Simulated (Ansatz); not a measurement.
# A series in volume scale on TiN

All results are calculated (Ansatz 0.2.0). Periodic Kohn-Sham DFT of a crystal at fixed atoms, scaled to volume_scale times the given cell; pressure positive in compression, energy less spherical unpolarised free atoms, largest_vzz the field gradient of largest size among the nuclei.

The cell before it is scaled or strained (space group Fm-3m, No. 225):
```
cell vectors (Å)
   0.0000     2.1220     2.1220
   2.1220     0.0000     2.1220
   2.1220     2.1220     0.0000
atoms (fractions of the cell vectors)
Ti  0.00000  0.00000  0.00000
N   0.50000  0.50000  0.50000
```

Settings of every row: method all-electron LAPW; functional PBEsol; relativity scalar; k mesh 17x17x17; filling fermi-dirac; smearing width 0.05 eV; basis error target 0.5 meV/atom; nucleus gaussian.

Atom start moment: 0 on all atoms.

| row | volume scale | V (Å³/atom) | pressure (GPa) | energy less free atoms (eV/atom) |
| --- | --- | --- | --- | --- |
| 1 | 0.94 | 8.982 | 10.784 | -9.8387 |
| 2 | 0.96 | 9.173 | 3.818 | -9.8474 |
| 3 | 0.98 | 9.364 | ? | ? |
| 4 | 0.99 | 9.46 | -5.317 | -9.8458 |
| 5 | 1 | 9.555 | -8.048 | -9.8418 |
| 6 | 1.01 | 9.651 | -10.635 | -9.8362 |
| 7 | 1.02 | 9.746 | -13.087 | -9.8291 |
| 8 | 1.04 | 9.937 | -17.608 | -9.8108 |
| 9 | 1.06 | 10.128 | -21.664 | -9.7873 |

Question: what pressure and energy less free atoms should row 3 give?

Worked fit of pressure. Take u = (V_r/V)^(2/3) − 1 with V_r = 9.603 Å³ an atom, which is twice the finite (Eulerian) strain; such expansions in the strain, on which the Birch-Murnaghan equation of state is built, carry the rest volume and the bulk modulus. The shown rows have u = 0.04558, 0.03101, 0.01005, 0.00335, -0.00332, -0.00981, -0.02254, -0.03486. Least squares give pressure = −9.3608 + 391.24 × u + 1107.17 × u² GPa; a straight line predicts inner rows, each left out in turn, worse (root mean square 0.58 against 0.015 GPa). The rows lie off it by 0.012, -0.018, 0.000, -0.010, 0.013, 0.005, 0.009, -0.010 (root mean square 0.011 GPa). The pressure vanishes at u = 0.0225, or V = 9.288 Å³ an atom, and there the bulk modulus at fixed shape and fractions is B = −V dP/dV = (2/3)(1 + u) dP/du = 301 GPa. The withheld row has u = 0.01694, so the fit gives −9.3608 + 391.24 × (0.01694) + 1107.17 × (0.01694)² = -2.415 GPa.

The calculation gave -2.435 GPa. The fit lies 0.020 GPa (0.062 % of the column's range) above it; its largest miss of a shown row is 0.018 GPa.

Worked fit of energy less free atoms. Take u = (V_r/V)^(2/3) − 1 with V_r = 9.603 Å³ an atom, which is twice the finite (Eulerian) strain; such expansions in the strain, on which the Birch-Murnaghan equation of state is built, carry the rest volume and the bulk modulus. The shown rows have u = 0.04558, 0.03101, 0.01005, 0.00335, -0.00332, -0.00981, -0.02254, -0.03486. Least squares give energy less free atoms = −9.8392 − 0.8441 × u + 18.599 × u² + 3.4 × u³ eV/atom; a parabola predicts inner rows, each left out in turn, worse (root mean square 6.2e-05 against 3.6e-05 eV/atom). All shown rows lie on it to the printed digit. Its lowest point lies at u = 0.0226, or V = 9.287 Å³ an atom, and the curvature there gives the bulk modulus at fixed shape and fractions, B = (4/9)(1 + u)² E″(u)/V = 302 GPa. The withheld row has u = 0.01694, so the fit gives −9.8392 − 0.8441 × (0.01694) + 18.599 × (0.01694)² + 3.4 × (0.01694)³ = -9.8481 eV/atom.

The calculation gave -9.8481 eV/atom. The fit meets it to the printed digit.
